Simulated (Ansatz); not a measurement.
Ta: the change of energy less free atoms and pressure with volume per atom

Periodic Kohn-Sham DFT of a crystal at fixed atoms; pressure and stress are positive in compression; the energy is the free energy less that of spherical unpolarised free atoms; site moments are those in the method's own spheres, positive along +z. The results are calculated, by Ansatz 0.2.0.

Cell of the first row (space group Fm-3m, No. 225):
```
CELL_PARAMETERS angstrom
0.00000 2.06690 2.06690
2.06690 0.00000 2.06690
2.06690 2.06690 0.00000
ATOMIC_POSITIONS crystal
Ta 0.00000 0.00000 0.00000
```

Settings of every row: method all-electron LAPW; functional PBEsol; relativity scalar; k mesh 17x17x17; filling fermi-dirac; smearing width 0.05 eV; basis error target 1 meV/atom; nucleus gaussian.

Atom start moment: 0 on all atoms.

Limits: no spin-orbit coupling on heavy atoms.

| row | volume per atom (Å³) | energy less free atoms (eV/atom) | pressure (GPa) |
| --- | --- | --- | --- |
| 1 | 17.661 | -10.1971 | 6.462 |
| 2 | 18.036 | -10.2068 | 1.892 |
| 3 | 18.412 | -10.2063 | -2.257 |
| 4 | 18.6 | -10.2025 | -4.185 |
| 5 | 18.788 | ? | ? |
| 6 | 18.976 | -10.1884 | -7.766 |
| 7 | 19.164 | -10.1783 | -9.428 |
| 8 | 19.539 | -10.1525 | -12.515 |
| 9 | 19.915 | -10.1198 | -15.309 |

Question: what energy less free atoms and pressure should row 5 give?

Worked fit of energy less free atoms. Take u = (V_r/V)^(2/3) − 1 with V_r = 18.788 Å³ an atom, which is twice the finite (Eulerian) strain; such expansions in the strain, on which the Birch-Murnaghan equation of state is built, carry the rest volume and the bulk modulus. The shown rows have u = 0.0421, 0.02761, 0.01357, 0.00673, -0.00662, -0.01312, -0.02579, -0.03809. Least squares give energy less free atoms = −10.1965 − 1.0602 × u + 24.946 × u² − 2.4 × u³ eV/atom; a parabola predicts inner rows, each left out in turn, worse (root mean square 4.3e-05 against 1.9e-05 eV/atom). All shown rows lie on it to the printed digit. Its lowest point lies at u = 0.0213, or V = 18.2 Å³ an atom, and the curvature there gives the bulk modulus at fixed shape and fractions, B = (4/9)(1 + u)² E″(u)/V = 202 GPa. The withheld row has u = 0, so the fit gives −10.1965 − 1.0602 × (0) + 24.946 × (0)² − 2.4 × (0)³ = -10.1965 eV/atom.

The calculation gave -10.1965 eV/atom. The fit meets it to the printed digit.

Worked fit of pressure. Take u = (V_r/V)^(2/3) − 1 with V_r = 18.788 Å³ an atom, which is twice the finite (Eulerian) strain; such expansions in the strain, on which the Birch-Murnaghan equation of state is built, carry the rest volume and the bulk modulus. The shown rows have u = 0.0421, 0.02761, 0.01357, 0.00673, -0.00662, -0.01312, -0.02579, -0.03809. Least squares give pressure = −6.0203 + 268.33 × u + 654.21 × u² + 338 × u³ GPa; a parabola predicts inner rows, each left out in turn, worse (root mean square 0.0063 against 0.0033 GPa). The rows lie off it by 0.001, -0.002, 0.001, 0.000, 0.002, 0.001, -0.004, 0.002. The pressure vanishes at u = 0.0213, or V = 18.2 Å³ an atom, and there the bulk modulus at fixed shape and fractions is B = −V dP/dV = (2/3)(1 + u) dP/du = 202 GPa. The withheld row has u = 0, so the fit gives −6.0203 + 268.33 × (0) + 654.21 × (0)² + 338 × (0)³ = -6.020 GPa.

The calculation gave -6.019 GPa. The fit lies 0.001 GPa (0.0046 % of the column's range) below it, one unit of the last digit.
